Hermitian squared-frequency form of the Casida equations

1. Conventions and premises

Frequencies are written as energies: ω stands for ħω, and time dependence is exp(−iωt/ħ). The symbol e² means e²/(4πε₀) in Coulomb integrals. Indices k, l label ground-state Kohn-Sham spin orbitals φ_k with energies ε_k, occupations f_k between 0 and 1, and spin σ_k. A transition q = (i,a) is a pair of equal spin with f_i > f_a. It has the occupation difference n_q = f_i − f_a, the energy w_q = ε_a − ε_i and the transition density ρ_q(r) = φ_i(r)φ_a(r). There are M such pairs in a finite basis.

P1. The reference state is stationary and collinear in spin, with fixed occupations, and all orbitals are real (no magnetic field, no spin-orbit coupling).

P2. The density matrix γ obeys iħ dγ/dt = [h, γ], with h the Kohn-Sham Hamiltonian built from the instantaneous γ (adiabatic approximation). The kernel f_xc^σσ′(r,r′) = δ²E_xc/δn_σ(r)δn_σ′(r′) is then real, symmetric and independent of ω.

P3. The matrix S = A − B, defined below, is positive definite.

The coupling matrix is

K(q,p) = ∫∫ ρ_q(r) [e²/|r − r′| + f_xc^σσ′(r,r′)] ρ_p(r′) d³r d³r′,  (1)

with σ, σ′ the spins of q and p. It is real and symmetric.

2. Statement

The free oscillations of linear response solve

A X + B Y = ω X,  B X + A Y = −ω Y,  (2)

with real symmetric M × M matrices A and B.

(a) The 2M eigenvalues of (2) are ±ω_I, where ω_I² are the M eigenvalues of the real symmetric matrix

Ω = (A − B)^(1/2) (A + B) (A − B)^(1/2),  Ω F_I = ω_I² F_I.  (3)

(b) For ω_I > 0 and F_I·F_J = δ_IJ,

X + Y = ω^(−1/2) (A − B)^(1/2) F,  X − Y = ω^(1/2) (A − B)^(−1/2) F,  (4)

and X_I·X_J − Y_I·Y_J = δ_IJ.

(c) Every ω_I² is real, and all are positive if and only if A + B is positive definite.

(d) If the Kohn-Sham potential is multiplicative (no exact-exchange operator), A − B is diagonal with entries w_q and

Ω(q,p) = δ_qp w_q² + 2 √(n_q w_q) K(q,p) √(n_p w_p).  (5)

The kernel need not be local in space. X and Y are density-matrix amplitudes divided by √n_q.

(e) The polarizability along z is α(ω) = (q_e²ħ²/m) Σ_I f_I/(ω_I² − ω²), with q_e the elementary charge and

f_I = (2m/ħ²) [z̄·(A − B)^(1/2) F_I]²,  z̄_q = √n_q ∫ ρ_q z d³r.  (6)

In case (d) and a complete basis, Σ_I f_I = N, the number of electrons.

(f) For a closed shell (n_q = 1, q now a pair of spatial orbitals) the singlet and triplet blocks are Ω = δ_qp w_q² + 4 √w_q K^(S,T)(q,p) √w_p, with K^S = (K↑↑ + K↑↓)/2 and K^T = (K↑↑ − K↑↓)/2.

The matrix form (5) is due to Casida (1995).

3. Proof

Step 1: linearisation. Put γ = γ₀ + δγ and h = h₀ + δh, with γ₀ and h₀ diagonal in the orbitals. To first order [h₀, δγ]_kl = (ε_k − ε_l) δγ_kl and [δh, γ₀]_kl = (f_l − f_k) δh_kl, so one Fourier component obeys

(ω − ε_k + ε_l) δγ_kl = (f_l − f_k) δh_kl.  (7)

Elements with f_k = f_l have no source and do not respond. For q = (i,a) let x_q = δγ_ai and y_q = δγ_ia. Then (7) gives

(ω − w_q) x_q = n_q δh_ai,  (ω + w_q) y_q = −n_q δh_ia.  (8)

Step 2: closure. With real orbitals the induced spin density is δn_σ(r) = Σ_kl φ_k δγ_kl φ_l = Σ_q ρ_q (x_q + y_q), summed over pairs of spin σ. A multiplicative potential has δh_ai = δh_ia, and by P2

δh_ai = v_q + Σ_p K(q,p)(x_p + y_p),  (9)

where v_q = ∫ρ_q δv_ext d³r. Inserting (9) in (8) gives the non-symmetric product n_q K(q,p). The scaling x_q = √n_q X_q, y_q = √n_q Y_q, followed by division of row q by √n_q, removes the asymmetry:

(A − ω)X + B Y = −v̄,  B X + (A + ω)Y = −v̄,  v̄_q = √n_q v_q,  (10)

A(q,p) = δ_qp w_q + √n_q K(q,p) √n_p,  B(q,p) = √n_q K(q,p) √n_p.  (11)

For v̄ = 0 this is (2). With a fraction c_x of exact exchange and integer occupations, δh_ai acquires −c_x Σ_kl (ak|li) δγ_kl within one spin, where (kl|rs) is the Coulomb integral between φ_kφ_l and φ_rφ_s. For p = (j,b) the term k = b, l = j adds −c_x (ab|ij) to A and the term k = j, l = b adds −c_x (aj|ib) to B. Both matrices stay real and symmetric, but A − B is no longer diagonal. Steps 3 to 5 and the derivation of (6) use only symmetry and P3, so they cover this case.

Step 3: sum and difference. With P = X + Y and Q = X − Y, adding and subtracting the rows of (10) gives

(A + B)P − ωQ = −2v̄,  S Q = ωP.  (12)

By P3, S has an orthogonal eigenbasis with positive eigenvalues s_k. Replacing s_k by s_k^(±1/2) defines the symmetric positive definite matrices S^(±1/2). Eliminating Q = ωS⁻¹P yields (A + B − ω²S⁻¹)P = −2v̄, and multiplying out shows

A + B − ω²S⁻¹ = S^(−1/2) (Ω − ω²) S^(−1/2),  (13)

with Ω as in (3). Ω is symmetric because each factor is symmetric and the product reads the same in reverse order.

Step 4: the spectra coincide. The 2M × 2M matrix of (10), with blocks A − ω, B in the first row and B, A + ω in the second, is carried by the orthogonal map (X, Y) → (P, Q)/√2 into the matrix with blocks A + B, −ω and −ω, S. Its determinant is det S · det(A + B − ω²S⁻¹) by the Schur complement, and by (13) this equals

det(Ω − ω²) = Π_I (ω_I² − ω²).  (14)

The identity holds for every complex ω, so no root is lost or added and multiplicities agree. This proves (a). The eigenvalues of a real symmetric matrix are real. Moreover F·ΩF = G·(A + B)G with G = S^(1/2)F, an invertible map, so Ω is positive definite exactly when A + B is (a case of Sylvester's law of inertia). This proves (c). A negative ω_I² gives an imaginary frequency and a growing solution: the reference state is then not a minimum of the energy with respect to real orbital rotations.

Step 5: eigenvectors. For v̄ = 0, (13) says that S^(−1/2)P is an eigenvector of Ω. Write P = c S^(1/2)F with F·F = 1. Then Q = ωS⁻¹P = ωc S^(−1/2)F and X·X − Y·Y = P·Q = ωc². The normalisation X·X − Y·Y = 1 requires c = ω^(−1/2), which is (4). For two solutions,

X_I·X_J − Y_I·Y_J = (P_I·Q_J + Q_I·P_J)/2 = ½[√(ω_J/ω_I) + √(ω_I/ω_J)] F_I·F_J = δ_IJ,

with the F_I chosen orthonormal inside degenerate sets. The partner solution at −ω_I follows from Q → −Q, which interchanges X and Y. This proves (b).

Step 6: multiplicative potential. From (11), A − B = diag(w_q) and A + B = diag(w_q) + 2√n K √n. P3 reduces to w_q > 0 for every pair with n_q > 0, that is, the occupation never rises with orbital energy and differs only between non-degenerate orbitals. The root is diag(√w_q), and (3) becomes √w_q [δ_qp w_q + 2√n_q K(q,p) √n_p] √w_p, which is (5). The factor 2 arises because X and Y drive the potential equally through their sum.

Step 7: intensities. From (12) and (13), P = −2 S^(1/2)(Ω − ω²)⁻¹ S^(1/2) v̄. A field E along z gives δv_ext = q_e E z, so v̄ = q_e E z̄, and the induced dipole is −q_e z̄·P. With the spectral resolution (Ω − ω²)⁻¹ = Σ_I F_I F_Iᵀ/(ω_I² − ω²),

α(ω) = 2q_e² Σ_I [z̄·S^(1/2)F_I]²/(ω_I² − ω²),  (15)

which is (6). The many-electron sum over states is α = 2q_e² Σ_I ω_I ⟨0|Z|I⟩²/(ω_I² − ω²), with Z = Σ z. Matching residues gives ⟨0|Z|I⟩ = ±ω_I^(−1/2) z̄·S^(1/2)F_I = ±z̄·(X + Y)_I. The normalisation of step 5 is therefore the one that makes X + Y a transition density.

Completeness of the F_I gives Σ_I f_I = (2m/ħ²) z̄·S z̄, which in case (d) is (2m/ħ²) Σ_q n_q w_q z_q², independent of K; here z_q = ∫ρ_q z d³r. For a multiplicative potential [z,[h₀,z]] = ħ²/m, and its expectation value in orbital k is 2Σ_l (ε_l − ε_k) z_kl². Weighting by f_k and summing, each pair appears twice and combines to 2 n_q w_q z_q², so 2Σ_q n_q w_q z_q² = Nħ²/m. Hence Σ_I f_I = N, the Thomas-Reiche-Kuhn sum rule, and (e) is proved. The kernel redistributes strength but does not create it.

Step 8: closed shells. The matrix (5) has spin blocks with K↑↑ = K↓↓ and K↑↓ = K↓↑. The combinations (F↑ ± F↓)/√2 decouple them, with coupling 2(K↑↑ ± K↑↓) = 4K^(S,T). In K^S the Coulomb term survives and the exchange-correlation kernel is (f↑↑ + f↑↓)/2, the second derivative with respect to the total density of the unpolarised system. In K^T the Coulomb term cancels. The singlet has z̄_q = √2 z_q and the triplet z̄_q = 0. This proves (f).

Two corollaries for case (d). First, dropping transitions replaces Ω by a principal submatrix, so by Cauchy's interlacing theorem the k-th root of a truncated space lies at or above the k-th root of the larger one. Second, for integer occupations, Σ_I f_I ω_I² = (2m/ħ²)[Σ_q w_q³z_q² + 2Σ_qp w_q z_q K(q,p) w_p z_p]. From [h₀,z] = −(ħ²/m)∂_z one has w_q z_q = −(ħ²/m)D_q with D_q = ⟨a|∂_z|i⟩. Since ∂_z is antisymmetric, occupied-occupied terms cancel in sums over complete sets, so Σ_q D_q ρ_q = ½∂_z n_σ for the pairs of spin σ, and [∂_z,[∂_z,h₀]] = ∂_z²v_s gives Σ_q w_q D_q² = ½∫n ∂_z²v_s (spin sums implied). A translation-invariant functional maps ∂_z n on ∂_z v_Hxc through its kernel, so the K term is (ħ²/m)²·½∫∂_z n ∂_z v_Hxc = −(ħ²/m)²·½∫n ∂_z²v_Hxc. For self-consistent orbitals v_s − v_Hxc = v_ext, and

Σ_I f_I ω_I² = (ħ²/m) ∫ n ∂_z² v_ext d³r.  (16)

4. Range of validity

Real orbitals. With a magnetic field or spin-orbit coupling the lower row of (2) contains A* and B*, the sum and difference no longer close on X ± Y, and the reduction to dimension M fails in this form.

Positivity of A − B. It fails for non-aufbau occupations and can fail with exact exchange (instability towards complex orbitals). If A + B is positive definite instead, (A + B)^(1/2)(A − B)(A + B)^(1/2) has the same eigenvalues. Pairs with w_q = 0 and n_q ≠ 0, as in a degenerate shell with unequal filling, lie outside P3.

Adiabatic kernel. Ω has exactly as many roots as there are single transitions; additional states of double-excitation character are absent. A real frequency-dependent kernel leaves (13) and the expression for P intact, but the problem Ω(ω)F = ω²F is nonlinear and the residues acquire the normalisation F·[1 − ∂Ω/∂(ω²)]F = 1.

Fixed occupations and collinear spin. Relaxation of the f_k and spin-flip transitions are not contained in (5).

Finite basis. Above the ionisation threshold the discrete roots sample a continuum, and only their smoothed strength has meaning. The sum rule and (16) need a complete basis and a local external potential.

Within these limits (3) is an exact rewriting of (2). The quality of ω_I is set by the orbitals, the w_q and the kernel.

5. Illustration: dipole excitations of jellium Na8

Model. Eight valence electrons move in a uniform positive sphere of radius R = r_s N^(1/3). With the typical value r_s = 2.08 Å, R = 4.16 Å. The configuration 1s²1p⁶ is a closed shell. The Kohn-Sham potential is replaced by an isotropic oscillator with the assumed spacing ω₀ = 1.5 eV, a typical size for the shell gap. It corresponds to 1.74 × 10⁴ K, so n_q = 1 holds at a few hundred kelvin. The oscillator length is b = ħ/√(mω₀) = 2.254 Å and the Coulomb unit is E_C = e²/b = 6.389 eV. With x = r/b the density is n = 2π^(−3/2) b⁻³ (1 + 2x²) exp(−x²). Its root-mean-square radius is 3b/2 = 3.38 Å, against √(3/5) R = 3.22 Å for the background, a modest spill-out. The kernel is Coulomb plus local exchange, f_x = −(e²/3)(3/π)^(1/3) n^(−2/3) δ(r − r′), the second derivative of −(3/4)e²(3/π)^(1/3) n^(4/3). Unrounded values are carried throughout.

Transitions. Ω is rotationally invariant, so a z-polarised field couples only to singlets with total angular momentum 1 and projection 0. For shells l and l′ = l ± 1 this is the normalised combination of orbital pairs with coefficients proportional to ⟨l′m|cos θ|lm⟩. Since Σ_m ⟨l′m|cos θ|lm⟩² = l_>/3, with l_> the larger of l and l′, its density is √(3l_>)/(4π) · R_l R_l′ cos θ. With normalised oscillator radial functions, ρ_q = π^(−3/2) b⁻³ exp(−x²) P_q(x) cos θ, where

1: 1p→1d, w = ω₀, P₁ = (4/√15) x³
2: 1p→2s, w = ω₀, P₂ = (2/√3)(x³ − 3x/2)
3: 1s→2p, w = 3ω₀, P₃ = (2/√5)(x³ − 5x/2)
4: 1p→2d, w = 3ω₀, P₄ = √(32/105)(x⁵ − 7x³/2)
5: 1p→3s, w = 3ω₀, P₅ = (2/√15)(x⁵ − 5x³ + 15x/4)

The dipole elements z_q = [4b/(3√π)] ∫x³ P_q exp(−x²) dx are z₁ = √(5/3) b, z₂ = b/√3 and z₃ = z₄ = z₅ = 0. With ħ²/m = ω₀b², (6) becomes f_I = 4[√(5/3) F₁ + F₂/√3]², and Σ f_I = 4(5/3 + 1/3) = 8. The sum rule is exhausted in this space.

Kernel integrals. All P_q are combinations of x^(2j+1), j = 0, 1, 2, so K^S = E_C C G Cᵀ, with C the 5 × 3 table of coefficients above and G the kernel between the functions π^(−3/2) x^(2j+1) exp(−x²) cos θ. For exponents a and c and j = 0, the Fourier transform of z exp(−ar²) and the Coulomb factor 4π/k² give the Coulomb integral 1/[3√π a c (a + c)^(3/2)]. Applying (−∂_a)^j (−∂_c)^k at a = c = 1 yields G^H_jk = H_jk/[6√(2π)], with H₀₀ = 1, H₀₁ = 7/4, H₀₂ = 71/16, H₁₁ = 55/16, H₁₂ = 605/64, H₂₂ = 7105/256. For exchange, ∫cos²θ over angles is 4π/3, and

G^x_jk = −[4/(9π)] [3/(4π)]^(1/3) I_(j+k),  I_s = ∫₀^∞ x^(2s+4) exp(−4x²/3)(1 + 2x²)^(−2/3) dx,

with I₀ to I₄ equal to 0.1306, 0.1999, 0.4473, 1.3246 and 4.8942. For transition 1 the Coulomb part of K^S is 1.56 eV and the exchange part −0.27 eV, in total 1.29 eV, so Ω(1,1) = w² + 4wK^S = 9.99 eV². The upper triangle of Ω in eV² is

row 1: 9.99, 1.88, −3.54, −5.69, −2.26
row 2: 3.10, 0.03, −0.64, −0.63
row 3: 23.85, 4.25, 0.86
row 4: 25.47, 1.20
row 5: 20.63

where each row starts on the diagonal.

Lowest shell only. The 2 × 2 block of transitions 1 and 2 has ω² = 2.62 and 10.47 eV², that is ω = 1.62 eV with f = 0.23 and ω = 3.24 eV with f = 7.77. Because S = ω₀·1 here, (4) gives Y·Y = (ω/ω₀ + ω₀/ω − 2)/4 = 0.155 for the upper root. Setting B = 0 (Tamm-Dancoff approximation, singlet matrix A = w + 2K^S) puts that root at 4.24 eV in the same space, so the de-excitation amplitudes are not a small correction for this collective mode.

Five transitions. The two lowest roots are ω² = 2.56 and 8.08 eV², that is ω = 1.60 eV with f = 0.13 and ω = 2.84 eV with f = 7.1. The other three lie above 4.4 eV and share f = 0.8. The collective root has fallen by 0.39 eV, in the direction required by interlacing. The three dipole-dark transitions make up 11 per cent of F·F in this root and act through the off-diagonal factors √(w_q w_p). The kernel thus moves most of the strength from 1.5 eV up by 1.34 eV.

Size of what is left out. Adding the three transitions at 5ω₀ (1s→3p, 1p→3d, 1p→4s) lowers the collective root by less than 0.01 eV. A correlation kernel, taken as roughly one fifth of the exchange kernel, lowers it by about 0.06 eV in first order. A change of 0.1 eV in the assumed ω₀ moves it by 0.17 eV. The lack of self-consistency can be sized with (16). For the jellium sphere ∇²v_ext = 3e²/r_s³ inside R and zero outside, and for a spherical density ∂_z² may be replaced by ∇²/3. Self-consistent orbitals would therefore give a strength-weighted root-mean-square frequency ω_M √(N_in/N), where ω_M = √(ħ²e²/(m r_s³)) = 3.49 eV is the classical Mie dipole frequency and N_in the charge inside R. The oscillator density has N_in/N = 0.804, which gives 3.13 eV. The matrix above gives √(Σ f_I ω_I²/8) = 3.20 eV, a mismatch of 0.07 eV. The oscillator also makes 1d and 2s degenerate and has no continuum, so the roots above 4.4 eV only stand in for unbound strength.

The model's collective dipole energy is therefore 2.8 eV, carrying about 7 of the 8 units of oscillator strength. The main absorption of Na8 is typically placed near 2.5 eV, so the model lies high by roughly 0.3 eV; ω₀ was not adjusted to that value.